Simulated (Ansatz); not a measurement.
Thermal expansion of Ag from its phonons

Computed with Ansatz 0.2.0, DFT LDA, scalar-relativistic, plane waves, PAW. Settings: 420 eV plane-wave cutoff, Γ-centred 20×20×20 mesh, Fermi-Dirac smearing of 0.15 eV. No spin polarisation. Phonons by linear response, acoustic sum rule imposed.

Equilibrium structure at this level:
```yaml
crystal:
  lattice:
    - [0.00000, 2.00075, 2.00075]
    - [2.00075, 0.00000, 2.00075]
    - [2.00075, 2.00075, 0.00000]
  atoms:
    - { symbol: Ag, position: [0.00000, 0.00000, 0.00000] }
```

In a metal, frequencies depend on the k mesh and the smearing, soft modes most. Some empty bands missed the eigensolver's threshold.

Phonons on a 2×2×2 q mesh at 0.98, 1 and 1.02 times the equilibrium volume give γ = −d ln ν/d ln V, modes matched by rank. The cell has V = 16.02 Å³ with 1 atom and B = 139 GPa. Points of the mesh (fractions of the reciprocal vectors) with their weights out of 8; the acoustic modes at Γ are left out:

```
               q weight  ν (cm⁻¹)     γ  degeneracy
 0.00 0.00 -0.50       4        82  2.11           2
 0.00 0.00 -0.50       4       190  2.72           1
0.00 -0.50 -0.50       3       123  2.41           2
0.00 -0.50 -0.50       3       186  2.68           1
```

Q: Work out the volume expansion coefficient at 50, 100, 300 and 800 K in Grüneisen's theory.

A: Each mode holds c = k_B x² eˣ/(eˣ − 1)², x = hcν/k_BT (k_B = 0.695 cm⁻¹/K). Weighted over the mesh, C_V = Σ c, γ̄ = Σ cγ/C_V and α_V = γ̄ C_V/(BV):
```tsv
T (K)	C_V (k_B a cell)	γ̄	α_V (10⁻⁶/K)
50	1.05	2.26	14.7
100	1.97	2.35	28.6
300	2.53	2.39	37.5
800	2.61	2.39	38.7
```

The classical limit of C_V is 3n = 3 k_B, less the 3/8 k_B of the three modes left out, which leaves C_V and α_V about 12 % low even at high temperature. All γ are positive, so the crystal expands at every temperature. For a cubic crystal the linear coefficient is a third of α_V. A mesh this coarse misses long acoustic waves, so the low-temperature rows are rough; B and γ are held at their static values, and the electrons' part is left out.

Q: The zero-point energy of the cell, summed on a denser interpolated mesh, is 23.844, 22.683 and 21.564 meV at the three volumes. How far does it expand the lattice at 0 K?

A: P_zp = −dE_zp/dV = 2.280 meV / (0.641 Å³) × 0.16022 GPa Å³/meV = 0.570 GPa, so ΔV/V = P_zp/B = 0.41 %. This share is taken off a measured low-temperature volume before it is compared with a static calculation.

Cost: 6 runs of about 11 core-minutes in all, on Intel Xeon Processor @ 2.50GHz (Skylake/Cascade Lake) (shared hosts).

The expansion coefficient follows the heat capacity: it climbs steeply as the modes become thermally populated, then levels off, while the mean Grüneisen parameter barely moves. Its slight rise from 2.26 to 2.39 reflects the order in which modes are excited. The soft transverse modes, which dominate at 50 K, have the smaller γ at both wavevectors. The longitudinal modes stretch and compress neighbour contacts more directly, so they probably feel more of the steep short-range repulsion, to which the filled 4d shells contribute.

The mean γ is close to the accepted value for silver, yet the expansion at 300 K is clearly below experiment, by more than the missing acoustic weight explains. The likely main cause is LDA overbinding, which gives too small a cell and too large a bulk modulus, so the same thermal pressure produces less strain. The results therefore support the sign and overall temperature dependence of the expansion better than its magnitude. Intrinsic phonon–phonon shifts at fixed volume, which could matter at 800 K, remain untested.
